# Notes on atomic polar tensors, their sum rules and GAPT charges, with CO₂ as the example

## 1. Premises and conventions

I take an isolated molecule with clamped nuclei (charges $Z_Ae$, positions $\mathbf R_A$, geometry $X=\{\mathbf R_A\}$) in a non-degenerate Born–Oppenheimer electronic state with number density $\rho(\mathbf r;X)$ of $N$ electrons. The Hamiltonian contains kinetic energy and Coulomb terms and no external field. With charges in units of $e$ the dipole, pointing from negative to positive charge, is

$$\boldsymbol\mu(X)=\sum_A Z_A\mathbf R_A-\int\rho(\mathbf r;X)\,\mathbf r\,d^3r,\qquad Q=\sum_AZ_A-N. \tag{1}$$

The origin is fixed in space and does not follow the nuclei. The atomic polar tensor (APT, the name used by Person and Newton, 1974) of atom $A$ is

$$(P_A)_{\alpha\beta}=\frac{\partial\mu_\alpha}{\partial R_{A\beta}},\qquad \delta\boldsymbol\mu=\sum_AP_A\,\delta\mathbf R_A. \tag{2}$$

The row index belongs to the dipole and the column index to the displacement. $P_A$ has the unit of charge ($1\,e=4.803$ D/Å), need not be symmetric, and contains no nuclear mass.

## 2. Covariance of the dipole

Let $S$ be an orthogonal matrix, proper or improper, $\mathbf a$ a vector, and $X'=\{S\mathbf R_A+\mathbf a\}$. The substitution $\mathbf r_i\to S\mathbf r_i+\mathbf a$ preserves every Laplacian and every interparticle distance, so it maps $H(X)$ unitarily onto $H(X')$. A non-degenerate eigenfunction goes into its counterpart up to a phase, hence $\rho(S\mathbf r+\mathbf a;X')=\rho(\mathbf r;X)$. I put this into (1), change the integration variable (the Jacobian has modulus one) and use $\int\rho\,d^3r=N$:

$$\boldsymbol\mu(X')=\sum_AZ_A(S\mathbf R_A+\mathbf a)-\int\rho(\mathbf r;X)(S\mathbf r+\mathbf a)\,d^3r=S\boldsymbol\mu(X)+Q\mathbf a. \tag{3}$$

This holds at every geometry, stationary or not. The rest of the exact results are derivatives of (3).

**Transformation of the tensor.** Differentiating (3) with respect to $\mathbf R_A$ at fixed $S,\mathbf a$, with $\partial\mathbf R'_A/\partial\mathbf R_A=S$, gives $P_A(X')S=SP_A(X)$, so

$$P_A(X')=S\,P_A(X)\,S^{T}. \tag{4}$$

The vector $\mathbf a$ has dropped out, so $P_A$ does not depend on the origin, even for an ion whose dipole does. If $S$ is a point-group operation that carries atom $A$ to the site of the like atom $B$, then $X'$ is $X$ with like nuclei relabelled and (4) reads $P_B=SP_AS^T$.

## 3. The two sum rules

**Translation.** Set $S=\mathbf 1$, $\mathbf a=\epsilon\mathbf t$, and take $d/d\epsilon$ at zero. The left side of (3) gives $\sum_AP_A\mathbf t$ by (2), the right side $Q\mathbf t$. Since $\mathbf t$ is arbitrary,

$$\sum_AP_A=Q\,\mathbf 1. \tag{5}$$

**Rotation.** Set $\mathbf a=0$ and let $S$ rotate by the angle $\epsilon$ about the unit vector $\mathbf n$ through the origin, $S\mathbf v=\mathbf v+\epsilon\,\mathbf n\times\mathbf v+O(\epsilon^2)$. The first order in $\epsilon$ gives

$$\sum_AP_A\,(\mathbf n\times\mathbf R_A)=\mathbf n\times\boldsymbol\mu. \tag{6}$$

I did not use neutrality. For an ion, (6) holds when $\boldsymbol\mu$ and $\mathbf R_A$ share one origin. Moving the origin to $\mathbf b$ sends $\mathbf R_A\to\mathbf R_A-\mathbf b$, which changes the left side by $-Q\,\mathbf n\times\mathbf b$ through (5), and sends $\boldsymbol\mu\to\boldsymbol\mu-Q\mathbf b$, which changes the right side by the same amount. For $Q=0$ each side is separately independent of the origin.

**Mechanical reading.** In a weak uniform field $\mathbf F$ the energy is $E_0(X)-\boldsymbol\mu\cdot\mathbf F$, so the field-induced force on nucleus $A$ is $\mathbf f_A=\nabla_A(\boldsymbol\mu\cdot\mathbf F)=P_A^T\mathbf F$. Rule (5) says $\sum_A\mathbf f_A=Q\mathbf F$. For the torque,
$$\mathbf n\cdot\sum_A\mathbf R_A\times P_A^T\mathbf F=\sum_A(\mathbf n\times\mathbf R_A)\cdot P_A^T\mathbf F=\mathbf F\cdot(\mathbf n\times\boldsymbol\mu)=\mathbf n\cdot(\boldsymbol\mu\times\mathbf F),$$
so (6) says that the torque is $\boldsymbol\mu\times\mathbf F$.

## 4. The GAPT charge

I want one number per atom that is linear in $P_A$, unchanged by rotation, and sums to $Q$. Let $\lambda(P)$ be linear with $\lambda(SPS^T)=\lambda(P)$. Then $\lambda(P)=\lambda(\bar P)$, where $\bar P$ is the average of $SPS^T$ over all rotations. This average commutes with every rotation, so it is a multiple of $\mathbf 1$ (Schur's lemma for the vector representation), and since $\mathrm{Tr}\,SPS^T=\mathrm{Tr}\,P$ the multiple is $\tfrac13\mathrm{Tr}P$. Thus $\lambda(P)=\tfrac13\mathrm{Tr}P\,\lambda(\mathbf 1)$. By (5) the sum over atoms is $Q\lambda(\mathbf 1)$, and requiring $Q$ for ions fixes $\lambda(\mathbf 1)=1$:

$$q_A=\tfrac13\mathrm{Tr}\,P_A,\qquad\sum_Aq_A=Q. \tag{7}$$

This is the generalised APT (GAPT) charge of Cioslowski (1989), also called the mean dipole moment derivative. By (4) it is invariant under translation, rotation and reflection, and equal on symmetry-equivalent atoms. By the mechanical reading, $q_A\mathbf F$ is the field-induced force on nucleus $A$ averaged over orientations of the molecule.

One caution for ions: if the dipole is referred to the moving centre of mass, $\boldsymbol\mu^{\rm cm}=\boldsymbol\mu-Q\sum_Am_A\mathbf R_A/M$ with $M=\sum_Am_A$, its derivative is $P_A-Q(m_A/M)\mathbf 1$. These tensors depend on masses and sum to zero. Definition (7) uses the space-fixed origin.

**Relation to point charges.** Suppose a model writes $\boldsymbol\mu=\sum_Bq^0_B(X)\mathbf R_B$ with scalar, geometry-dependent charges that sum to $Q$. The product rule gives

$$P_A=q_A^0\mathbf 1+\sum_B\mathbf R_B(\nabla_Aq^0_B)^T,\qquad q_A=q^0_A+\tfrac13\sum_B\mathbf R_B\cdot\nabla_Aq_B^0. \tag{8}$$

The second term, the charge flux, is independent of the origin because $\sum_B\nabla_Aq_B^0=0$. For rigid charges GAPT returns them exactly. Otherwise it also counts the flux, so nothing forces $\sum_Aq_A\mathbf R_A$ to equal $\boldsymbol\mu$.

## 5. Diatomic molecule

Let $R=|\mathbf R_B-\mathbf R_A|$ and $\mathbf e=(\mathbf R_B-\mathbf R_A)/R$. For $Q=0$ and an axially symmetric state, (3) forces $\boldsymbol\mu=\mu(R)\,\mathbf e$, where $\mu$ is signed and positive when $B$ is the positive end. From $\partial R/\partial\mathbf R_B=\mathbf e^T$ and $\partial\mathbf e/\partial\mathbf R_B=(\mathbf 1-\mathbf e\mathbf e^T)/R$,

$$P_B=\mu'(R)\,\mathbf e\mathbf e^T+\frac{\mu}{R}(\mathbf 1-\mathbf e\mathbf e^T),\qquad P_A=-P_B. \tag{9}$$

The perpendicular element also follows from (6): with the origin at $A$ and $\mathbf n\perp\mathbf e$ it reads $P_B\,R\,(\mathbf n\times\mathbf e)=\mu\,\mathbf n\times\mathbf e$. The projectors have traces 1 and 2, so

$$q_B=-q_A=\frac13\left(\frac{d\mu}{dR}+\frac{2\mu}{R}\right). \tag{10}$$

For $\mu=q^0R$ this returns $q^0$. For an ion, $\boldsymbol\mu=Q\mathbf R_A+\mu^{(A)}(R)\mathbf e$, so (10) holds for $q_B$ with the dipole $\mu^{(A)}$ taken about nucleus $A$, and $q_A=Q-q_B$.

## 6. From normal modes to the tensors

At a stationary geometry I use mass-weighted displacements $\sqrt{m_A}\,\delta\mathbf R_A$ and measure $\mathbf R_A$ from the equilibrium centre of mass. The translation vectors have components $\sqrt{m_A/M}\,\mathbf t_i$, with $\mathbf t_i$ three orthonormal directions. The rotation vectors about principal axes $\mathbf n_i$ have components $\sqrt{m_A/I_i}\,\mathbf n_i\times\mathbf R_A$. They are orthonormal because $\sum_Am_A(\mathbf n_i\times\mathbf R_A)\cdot(\mathbf n_j\times\mathbf R_A)=I_i\delta_{ij}$, and orthogonal to the translations because $\sum_Am_A\mathbf R_A=0$. The energy is invariant along these motions at any geometry: $\sum_A\nabla_AE_0\cdot(\mathbf n\times\mathbf R_A)=0$, and likewise for translations. Differentiating this once more and setting the gradient to zero shows that they are null vectors of the mass-weighted Hessian. That matrix is symmetric, so the vibrational eigenvectors $\mathbf l_k$, defined by $\delta\mathbf R_A=\mathbf l_{kA}Q_k/\sqrt{m_A}$ for the normal coordinate $Q_k$, complete an orthonormal basis of the $3N_{\rm at}$-dimensional space.

For any basis vector $j$ the dipole derivative is $\mathbf d_j=\sum_AP_A\mathbf l_{jA}/\sqrt{m_A}$, and completeness inverts this to $P_A=\sqrt{m_A}\sum_j\mathbf d_j\mathbf l_{jA}^T$. The sum rules supply the external derivatives, $Q\mathbf t_i/\sqrt M$ from (5) and $\mathbf n_i\times\boldsymbol\mu/\sqrt{I_i}$ from (6). Hence

$$P_A=\frac{Qm_A}{M}\mathbf 1+m_A\sum_i\frac{(\mathbf n_i\times\boldsymbol\mu)(\mathbf n_i\times\mathbf R_A)^T}{I_i}+\sqrt{m_A}\sum_k\mathbf d_k\mathbf l_{kA}^T, \tag{11}$$

with three rotations, or two for a linear molecule, and $\mathbf d_k=\partial\boldsymbol\mu/\partial Q_k$. As a test, for the neutral diatomic $\mathbf R_B=(m_A/M)R\,\mathbf e$ and $I=m_Am_BR^2/M$, so the trace of the rotational term for $B$ is $2m_B\mu(m_AR/M)/I=2\mu/R$, as in (10). An orthogonal change of basis preserves the sum of squares, which gives

$$\sum_k|\mathbf d_k|^2=\sum_A\frac{\mathrm{Tr}(P_AP_A^T)}{m_A}-\frac{3Q^2}{M}-\sum_i\frac{|\mathbf n_i\times\boldsymbol\mu|^2}{I_i}. \tag{12}$$

## 7. Band intensity in the double-harmonic approximation

I define the integrated napierian intensity $A=(1/C\ell)\int\ln(I_0/I)\,d\tilde\nu=N_A\int\sigma\,d\tilde\nu$ for a dilute gas of molar concentration $C$ and path $\ell$. In this section $\boldsymbol\mu$ is in SI units. For a field $E_0\boldsymbol\varepsilon\cos\omega t$, first-order perturbation theory gives the transition probability $|E_0\boldsymbol\varepsilon\cdot\boldsymbol\mu_{fi}/2\hbar|^2\sin^2(\Delta t/2)/(\Delta/2)^2$ with $\Delta=\omega-\omega_k$. The last factor tends to $2\pi t\,\delta(\Delta)$, since $\int\sin^2u/u^2\,du=\pi$. I divide the rate by the photon flux $\tfrac12\epsilon_0cE_0^2/\hbar\omega$, average over orientations (a factor $1/3$) and use $d\tilde\nu=d\omega/2\pi c$:

$$\int\sigma\,d\tilde\nu=\frac{\omega_k|\boldsymbol\mu_{fi}|^2}{6\epsilon_0\hbar c^2}.$$

With a harmonic potential and a dipole linear in $Q_k$, $|\boldsymbol\mu_{v+1,v}|^2=(v+1)|\mathbf d_k|^2\hbar/2\omega_k$. Absorption less stimulated emission weights each step by the population difference, and $\sum_v(w_v-w_{v+1})(v+1)=\sum_vw_v(v+1)-\sum_vw_vv=1$. With all hot bands counted, therefore,

$$A_k=\frac{N_A}{12\epsilon_0c^2}|\mathbf d_k|^2\equiv K|\mathbf d_k|^2, \tag{13}$$

independent of temperature and frequency. Numerically $K=974.9$ km/mol per $e^2\,\mathrm u^{-1}$, or $42.26$ km/mol per (D/Å)$^2\,\mathrm u^{-1}$. The components of a degenerate mode add. An intensity fixes only $|\mathbf d_k|$, so signs must come from elsewhere.

## 8. The tensors of CO₂

Place C at the origin, O₁ at $-r\hat{\mathbf z}$ and O₂ at $+r\hat{\mathbf z}$; $Q=0$ and $\boldsymbol\mu=0$. Rotations about $z$ and mirror planes containing $z$ leave each atom in place, so by (4) each tensor is $\mathrm{diag}(p_\perp,p_\perp,p_\parallel)$. Inversion, $S=-\mathbf 1$, swaps the oxygens and gives $P_{\rm O_1}=P_{\rm O_2}$. Rule (5) then gives

$$P_{\rm C}=\mathrm{diag}(p_\perp,p_\perp,p_\parallel),\qquad P_{\rm O}=-\tfrac12P_{\rm C}. \tag{14}$$

Rule (6) with $\mathbf n=\hat{\mathbf y}$ reads $r\,(p_\perp^{\rm O_2}-p_\perp^{\rm O_1})=0$, which repeats what inversion gave. Two numbers remain, matched by two infrared-active fundamentals.

Along each Cartesian direction the displacements with both oxygens moving alike span two dimensions, and one of them is the translation. The remaining vector is fixed by orthogonality, $m_{\rm C}s_{\rm C}+2m_{\rm O}s_{\rm O}=0$, with no force constant needed. Along $z$ it is the antisymmetric stretch $\nu_3$, and along $x$ and $y$ the two components of the bend $\nu_2$. With $u=s_{\rm C}-s_{\rm O}$, $s_{\rm C}=2m_{\rm O}u/M$ and $s_{\rm O}=-m_{\rm C}u/M$, so the kinetic energy is $\tfrac12m_r\dot u^2$ with $m_r=2m_{\rm C}m_{\rm O}/M$, and $Q_k=\sqrt{m_r}\,u$. The dipole is $p\,s_{\rm C}+2(-p/2)s_{\rm O}=p\,u$. Then $d=p/\sqrt{m_r}$ and (13) gives

$$A_3=\frac{Kp_\parallel^2}{m_r},\qquad A_2=\frac{2Kp_\perp^2}{m_r},\qquad q_{\rm C}=-2q_{\rm O}=\frac13\sqrt{\frac{m_r}{K}}\left(\pm\sqrt{A_3}\pm\sqrt{2A_2}\right), \tag{15}$$

where $A_2$ covers both bend components and $2\sqrt{A_2/2}=\sqrt{2A_2}$. Rule (12) agrees: $\mathrm{Tr}P_{\rm C}^2\,(1/m_{\rm C}+1/2m_{\rm O})=\mathrm{Tr}P_{\rm C}^2/m_r=(A_2+A_3)/K$.

## 9. Range of validity

Equations (3) to (10) are exact for a non-degenerate Born–Oppenheimer state of an isolated molecule at any geometry. They fail at a degeneracy, where $\rho$ is not a unique smooth function of $X$. Near an avoided crossing they hold, but $d\mu/dR$ in (10) can be large, so $q_A$ is not bounded by any formal charge. An approximate method obeys them if it is itself covariant, as with atom-centred basis functions that move with the nuclei. A space-fixed grid violates them by its discretisation error. A continuum solvent whose cavity moves with the atoms preserves (3), and a fixed embedding does not.

Equations (11) and (12) need a stationary geometry. Equations (13) and (15) add the double-harmonic approximation, a dilute gas without local-field factors, and integration over the whole rotational envelope and all hot bands. Two sizes matter for CO₂, where I take approximate wavenumbers of 667 cm⁻¹ (bend) and 2350 cm⁻¹ (stretch) and $m_r$ from section 10.

*Anharmonicity.* The zero-point amplitudes $\sqrt{\hbar/2m_r\omega}$ of $u$ are 0.054 Å and 0.029 Å. Corrections to a fundamental's transition moment start at second order in the amplitudes (a cubic dipole or quartic potential term once, or two factors drawn from quadratic dipole and cubic potential terms). With an assumed variation length of 0.5 Å, $(0.054/0.5)^2=0.012$. Allowing for prefactors, I expect a few per cent in $A$.

*Hot bands.* At 300 K the bend Boltzmann factor is $x=0.041$. Neglecting excited stretches, the cold $\nu_3$ band carries the fraction $(1-x)^2=0.92$ of $A_3$, the population of the bend ground state. The cold bend band carries that population times $1-x$ for stimulated emission, $(1-x)^3=0.88$ of $A_2$. An intensity that leaves out hot bands is low by these factors.

## 10. Numerical illustration

Inputs: $m_{\rm C}=12$ u, $m_{\rm O}=15.995$ u, $r\approx1.16$ Å, and round typical intensities $A_3\approx600$ km/mol and $A_2\approx50$ km/mol (both components), to each of which I assign 10 per cent uncertainty in view of section 9. Then $M=43.990$ u, $m_r=8.727$ u, and

$$p_\parallel^2=\frac{m_rA_3}{K}=5.37\,e^2,\qquad p_\perp^2=\frac{m_rA_2}{2K}=0.224\,e^2,$$

so $|p_\parallel|=2.32\,e$ (11.1 D/Å) and $|p_\perp|=0.47\,e$ (2.3 D/Å). Missing the degeneracy factor would give $0.67\,e$ for the latter.

| sign of $p_\parallel$, $p_\perp$ | $+,+$ | $+,-$ | $-,+$ | $-,-$ |
|---|---|---|---|---|
| $q_{\rm C}/e$ | 1.09 | 0.46 | $-0.46$ | $-1.09$ |

The root mean square $\sqrt{\mathrm{Tr}P_{\rm C}^2/3}=1.39\,e$ is free of this ambiguity and bounds $|q_{\rm C}|$ from above by the Cauchy–Schwarz inequality.

To choose signs I use the model (8), which omits atomic dipoles and so gives an argument for plausibility and no proof. All $x_B$ vanish on the axis, so the flux term is absent from the $xx$ element and $p_\perp=q^0_{\rm C}$, positive since oxygen is the more electronegative atom. Along the axis, inversion gives $\partial q^0_{\rm O_1}/\partial z_{\rm C}=-\partial q^0_{\rm O_2}/\partial z_{\rm C}$, so $p_\parallel-p_\perp=2r\,\partial q^0_{\rm O_2}/\partial z_{\rm C}$. The choice $+,+$ gives a flux of $1.84\,e$ and a derivative of $0.8\,e$/Å: the oxygen whose bond shortens loses electrons, as the structure O⁻–C≡O⁺ suggests. The choice $-,+$ needs $-2.79\,e$ and $-1.2\,e$/Å, a larger flow in the opposite direction. I adopt $+,+$ as an input, which is also the assignment that electronic-structure calculations typically give:

$$P_{\rm C}=\mathrm{diag}(0.47,\,0.47,\,2.32)\,e,\qquad P_{\rm O}=\mathrm{diag}(-0.24,\,-0.24,\,-1.16)\,e.$$

From (15), $\delta q_{\rm C}=\tfrac16\left(p_\parallel\,\delta A_3/A_3+2p_\perp\,\delta A_2/A_2\right)$, and 10 per cent in each input contributes $0.039\,e$ and $0.016\,e$, together at most about $0.05\,e$. The model's GAPT charges are

$$q_{\rm C}=(1.09\pm0.05)\,e,\qquad q_{\rm O}=-\tfrac12q_{\rm C}=-0.54\,e.$$

The axial element supplies 71 per cent of the trace, and in the language of (8) the flux part, $1.84\,e/3=0.61\,e$, is more than half of $q_{\rm C}$. These are response charges, and they describe the static potential poorly. Placed on the nuclei they give the traceless quadrupole $\Theta_{zz}=\tfrac12\sum_Aq_A(3z_A^2-R_A^2)=-q_{\rm C}r^2=-7.0$ D Å, while the bend element $p_\perp$ used as the carbon charge gives $-3.1$ D Å. The value typically quoted for CO₂ is near $-4.3$ D Å, so as static charges the GAPT set overshoots the magnitude by a factor of roughly 1.6 and the bend set reaches roughly 0.7 of it.